\section*{Hubbard parameters of H$_2$ from the Hartree--Fock variance and one Lanczos step}

\subsection*{Conventions}

Energies are in hartree ($E_h$). For a normalised state $\psi$ the cumulants $I_n$ of $H$ are defined by
\begin{equation}
\ln\langle\psi|e^{-\tau H}|\psi\rangle=\sum_{n\ge1}\frac{(-\tau)^n}{n!}I_n ,
\end{equation}
so that $I_1=\langle H\rangle$, $I_2=\langle(H-I_1)^2\rangle$ and $I_3=\langle(H-I_1)^3\rangle$. Imaginary time is written $\tau$, since $t$ is the hopping. Each molecule carries two electrons and has the Hamiltonian
\begin{equation}
h=\varepsilon-t\sum_\sigma\left(c^\dagger_{1\sigma}c_{2\sigma}+c^\dagger_{2\sigma}c_{1\sigma}\right)+U\hat d,\qquad \hat d=\sum_{i=1,2}n_{i\uparrow}n_{i\downarrow},
\end{equation}
with a constant $\varepsilon$. The system is $N$ uncoupled molecules, $H=\sum_k h_k$, and $\psi$ is the restricted Hartree--Fock (RHF) product with every bonding orbital doubly occupied.

\subsection*{Statements}

\textbf{A. Lanczos step.} For $I_2>0$ the lowest energy in the plane spanned by $\psi$ and $H\psi$, that is of $(1+aH)\psi$ optimised over $a$, is
\begin{equation}
E_L=I_1-G,\qquad G=\sqrt{\left(\frac{I_3}{2I_2}\right)^2+I_2}-\frac{I_3}{2I_2}.
\label{eq:lanczos}
\end{equation}
It is an upper bound to the ground-state energy. When all $I_n\propto N$, the gain $G$ grows only as $\sqrt N$ at large $N$.

\textbf{B. Connected moments.} The projected energy obeys the $t$-expansion of Horn and Weinstein (1984),
\begin{equation}
E(\tau)=\frac{\langle\psi|He^{-\tau H}|\psi\rangle}{\langle\psi|e^{-\tau H}|\psi\rangle}=\sum_{n\ge0}\frac{(-\tau)^n}{n!}I_{n+1}.
\end{equation}
Its lowest connected-moments (CMX) resummation, due to Cioslowski (1987), is
\begin{equation}
E_{\rm CMX}=I_1-I_2^2/I_3 .
\end{equation}
It is extensive, it is not a bound, and for $I_3>0$ it is the limit of $E_L$ when $I_2^3\ll I_3^2$.

\textbf{C. Inversion.} For $N$ Hubbard molecules,
\begin{equation}
|U|=2\sqrt{\frac{I_2}{N}},\qquad t=\frac14\left(\frac{I_2}{G}-G\right),\qquad \varepsilon=\frac{I_1}{N}+2t-\frac U2 .
\label{eq:inverse}
\end{equation}

\subsection*{Data and inferred parameters}

The following values were made for this exercise, on the scale of a minimal-basis description of H$_2$ near equilibrium, and rounded as variational Monte Carlo output for $N=16$ would be:
\begin{equation}
I_1=-17.870(2)\,E_h,\qquad I_2=0.519(2)\,E_h^2,\qquad E_L=-18.152(1)\,E_h .
\end{equation}
Parentheses give one standard error in the last digit. $I_1$ and $I_2$ are the mean and variance of the local energy of $\psi$, and $E_L$ comes from a separate run on the optimised state. Wanted are $t$, $U$ and $\varepsilon$. Intermediate values are carried unrounded.

The gain is $G=0.282\,E_h$ and $I_2/G=1.840\,E_h$, so $4t=1.558\,E_h$. With $U>0$, Eq.~(\ref{eq:inverse}) gives
\begin{equation}
t=0.390(5)\,E_h,\qquad U=0.3602(7)\,E_h,\qquad \varepsilon=-0.518(9)\,E_h ,
\end{equation}
with $U/t=0.92$ and an implied $I_3=4tI_2=0.809\,E_h^3$.

\subsection*{Proofs}

\textbf{A.} The vector $\phi=(H-I_1)\psi/\sqrt{I_2}$ is normalised and orthogonal to $\psi$. One has $\langle\psi|H|\phi\rangle=\sqrt{I_2}$ and $\langle\phi|H|\phi\rangle=I_1+I_3/I_2$. An eigenvalue $I_1-G$ of this $2\times2$ matrix satisfies
\begin{equation}
G^2+\frac{I_3}{I_2}G-I_2=0 .
\label{eq:secular}
\end{equation}
The two roots have product $-I_2<0$, and the positive one is Eq.~(\ref{eq:lanczos}). The first row gives the eigenvector $[1+b(H-I_1)]\psi$ with $b=-G/I_2$, here $-0.543\,E_h^{-1}$, and $a=b/(1-bI_1)$. As an expectation value in a trial state, $E_L$ is a bound. For $I_n=Ni_n$ the ratio $I_3/I_2$ does not depend on $N$, and $G=\sqrt{Ni_2}-i_3/(2i_2)+O(N^{-1/2})$.

\textbf{B.} $E(\tau)$ is $-d/d\tau$ of the generating logarithm, which gives the series. The logarithm is additive over uncoupled subsystems in a product state, so every $I_n\propto N$. Matching $E_\infty+Ae^{-\lambda\tau}$ to the first three terms requires $E_\infty+A=I_1$, $A\lambda=I_2$ and $A\lambda^2=I_3$. Hence $A=I_2^2/I_3\propto N$ and $E_\infty=E_{\rm CMX}$. For $I_3>0$, expanding the root gives
\begin{equation}
G=\frac{I_2^2}{I_3}-\frac{I_2^5}{I_3^3}+\dots ,
\end{equation}
a series in $I_2^3/I_3^2$. Equation~(\ref{eq:secular}) also reads $G=(I_2-G^2)I_2/I_3<I_2^2/I_3$, so $E_{\rm CMX}<E_L$. Where $E_L$ is exact, CMX therefore lies below the ground state.

\textbf{C.} Let $|g^2\rangle$ and $|u^2\rangle$ have the bonding or the antibonding orbital doubly occupied. They are the sum and difference, divided by $\sqrt2$, of the symmetric ionic state ($d=1$) and the covalent singlet ($d=0$). Spin and inversion symmetry close this space under $h$:
\begin{equation}
h=\left(\varepsilon-2t+\frac U2\right)\mathbf 1+\begin{pmatrix}0&K\\K&\Delta\end{pmatrix},\qquad K=\frac U2,\quad \Delta=4t .
\label{eq:matrix}
\end{equation}
The central moments in $|g^2\rangle$ are $K^2$, $K^2\Delta$ and $K^2(K^2+\Delta^2)$. The fourth cumulant is the fourth central moment less $3K^4$. Therefore
\begin{equation}
I_1=N\left(\varepsilon-2t+\frac U2\right),\quad I_2=NK^2,\quad I_3=NK^2\Delta,\quad I_4=NK^2(\Delta^2-2K^2).
\end{equation}
With $I_3/I_2=4t$, Eq.~(\ref{eq:secular}) is linear in $t$, and Eq.~(\ref{eq:inverse}) follows. For $N=1$ the Krylov plane is the whole space and the step is exact, with gain
\begin{equation}
g=\sqrt{4t^2+U^2/4}-2t .
\end{equation}
The exact gain of $N$ molecules is $Ng$, and the CMX gain is $NU^2/(16t)$.

The third cumulant cannot be read from the histogram of local energies. In the site basis each molecule contributes $\varepsilon-2t+U$ or $\varepsilon-2t$ with probability $1/2$. The histogram is symmetric and its third central moment vanishes, although $I_3\ne0$. Mean and variance alone thus leave $t$ and $\varepsilon$ entangled, and the Lanczos energy separates them.

\subsection*{Uniqueness}

Each $G>0$ yields one $t$, and $t>0$, which makes the occupied orbital the bonding one, requires $G<\sqrt{I_2}=0.720\,E_h$. The data satisfy this. Two ambiguities remain.

First, $U\to-U$ with $\varepsilon\to\varepsilon+U$ flips only the sign of $K$ in Eq.~(\ref{eq:matrix}), which a phase of $|u^2\rangle$ removes. No moment of $H$ in $\psi$ tells the branches apart, and the attractive one, with $\varepsilon=-0.158\,E_h$, fits equally well. Coulomb repulsion selects $U>0$. An observable test is $\langle\hat d\rangle$ in the Lanczos state, which falls below its RHF value $1/2$ only for $U>0$.

Second, an intersite term obeys $Vn_1n_2=V(1-\hat d)$ for two electrons. It maps $U\to U-V$ and $\varepsilon\to\varepsilon+V$, so the inferred $U$ is the on-site repulsion less the intersite one.

The RHF starting point is consistent with the result. Orbitals $(\cos\theta,\sin\theta)$ for one spin and $(\sin\theta,\cos\theta)$ for the other give $\varepsilon-2ts+Us^2/2$ with $s=\sin2\theta\le1$. This has its minimum at the restricted point $s=1$ unless $U>2t$.

\subsection*{Propagation of the statistical errors}

The three errors are independent: $E_L$ is a separate run, and the covariance of sample mean and sample variance is proportional to the vanishing third moment of the local energy. Then $\sigma_G=0.0022\,E_h$ and, to first order,
\begin{equation}
\delta U=\frac{U}{2I_2}\delta I_2,\qquad \delta t=\frac{\delta I_2}{4G}-\frac14\left(1+\frac{I_2}{G^2}\right)\delta G .
\end{equation}
The first gives $\sigma_U=0.0007\,E_h$. In the second the coefficients are $0.887\,E_h^{-1}$ and $-1.882$, which contribute $0.0018$ and $0.0042\,E_h$, in quadrature $0.0046\,E_h$. In $\varepsilon$ the datum $I_1$ enters both directly and through $G$:
\begin{equation}
\delta\varepsilon=-3.70\,\delta I_1+3.76\,\delta E_L+1.60\,E_h^{-1}\,\delta I_2 ,
\end{equation}
so $\sigma_\varepsilon=0.009\,E_h$, almost wholly correlated with $2\,\delta t$. In relative terms $\partial\ln t/\partial\ln I_2=1.18$ and $\partial\ln t/\partial\ln G=-\sqrt{1+NU^2/(16t^2)}=-1.36$. The latter grows in size as $\sqrt N$, because $t$ becomes a small difference of $I_2/G$ and $G$.

\subsection*{The two estimates compared}

Gains per molecule follow from the inferred parameters.
\begin{center}
\begin{tabular}{lcc}
\hline
estimate & gain per molecule (m$E_h$) & total energy ($E_h$)\\
\hline
Lanczos step, $N=16$ & 17.6 & $-18.152$\\
exact, $g$ & 20.5 & $-18.199$\\
CMX & 20.8 & $-18.203$\\
\hline
\end{tabular}
\end{center}
The step recovers $86\%$ of the exact gain. The change from linear to square-root growth occurs near $N^*=16t^2/U^2\approx19$, and at $N=256$ the gain per molecule would be $8.6$ m$E_h$.

CMX overshoots by $0.27$ m$E_h$ per molecule at every $N$. The leading neglected term of the single-molecule series, $K^4/\Delta^3=0.28$ m$E_h$, accounts for this. Correspondingly, $I_4$ falls short of the single-exponential value $I_3^2/I_2$ by the fraction $2K^2/\Delta^2=0.027$. The parameter $I_2^3/I_3^2=NK^2/\Delta^2$ is $0.013$ for one molecule and $0.21$ for sixteen. Its growth separates $E_L$ from $E_{\rm CMX}$, while the accuracy of CMX stays that of a single molecule. For the same reason the CMX formula must not be used to invert a Lanczos gain: setting $G=I_2^2/I_3$ gives $t=I_2/(4G)=0.460\,E_h$, which is $18\%$ too high and far outside $\sigma_t$.

The model's correlation energy is $-g=-20.5(2)$ m$E_h$ per molecule, with an uncertainty from the data of the same size as the CMX error. The correlation energy of H$_2$ near equilibrium is typically put at about $-40$ m$E_h$. The model gives roughly half of it, because one orbital per atom describes left--right correlation along the bond and omits the radial and angular parts.